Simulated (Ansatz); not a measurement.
**Abstraction of Cl: SiCl4 + SbH2 → SiCl3 + SbH2Cl**

Species: SiCl4 (silicon tetrachloride) `Cl[Si](Cl)(Cl)Cl`, singlet; SbH2 `[SbH2]`, doublet; SiCl3 `Cl[Si](Cl)Cl`, doublet; SbH2Cl `[Cl][SbH2]`, singlet. A radical takes Cl: the energy is the difference in strength between the Si–Cl bond broken and the Sb–Cl bond made.

Shapes, held fixed at every level: PBE0-D4/def2-TZVP. Programs: Ansatz 0.2.0. The zero-point and thermal change to 298 K, harmonic and unscaled (PBE0-D4/def2-TZVP), is +1.8 kJ/mol.

```tsv
level	kind	ΔH(298 K) (kJ/mol)	less CCSD(T)/def2-TZVPP
MP2/def2-TZVPP	perturbation theory	+153.8	+6.7
HF/def2-TZVPP	Hartree–Fock	+141.7	-5.4
SPW92/def2-TZVPP	LDA	+122.6	-24.5
BHLYP-D4/def2-TZVPP	global hybrid	+139.8	-7.3
wB97X-V/def2-TZVPP	range-separated hybrid	+140.2	-6.9
CCSD(T)/def2-SVP	coupled cluster or CI	+161.2	+14.1
CCSD/def2-TZVPP	coupled cluster or CI	+148.8	+1.7
CCSD(T)/def2-TZVPP	coupled cluster or CI	+147.1	0.0
```

The highest level, CCSD(T)/def2-TZVPP, gives ΔH(298 K) = +147.1 kJ/mol; the levels span +122.6 to +161.2. The column of differences is taken from that level and isn't an error. No measured value is set beside it here. Open shells run unrestricted. For atoms past krypton def2 sets carry core potentials with scalar relativity. Outer-core shells of Sb are correlated in most correlated rows, in sets that cover them unevenly.

Chlorine transfer from SiCl4 to SbH2 is strongly endothermic at every level, so the Si–Cl bond broken is much stronger than the Sb–Cl bond formed. The thermal term is small, which makes this preference essentially electronic. Both bonds are polar, but silicon's compact valence orbitals overlap well with chlorine 3p, whereas antimony bonds through a more diffuse 5p orbital, giving a longer bond with weaker covalent and electrostatic contributions.

Because one single bond replaces another, much of the correlation energy cancels, which probably explains why Hartree–Fock falls only 5.4 kJ/mol below CCSD(T) in the same basis. Adding perturbative triples to CCSD also changes little. Enlarging the basis from def2-SVP to def2-TZVPP matters more, lowering the CCSD(T) value by 14.1 kJ/mol, so the small triples effect shouldn't be read as convergence of the reaction enthalpy itself. The direction of the reaction is secure, with the reverse transfer from SbH2Cl to SiCl3 favoured enthalpically, but its rate would depend on a barrier not examined here.
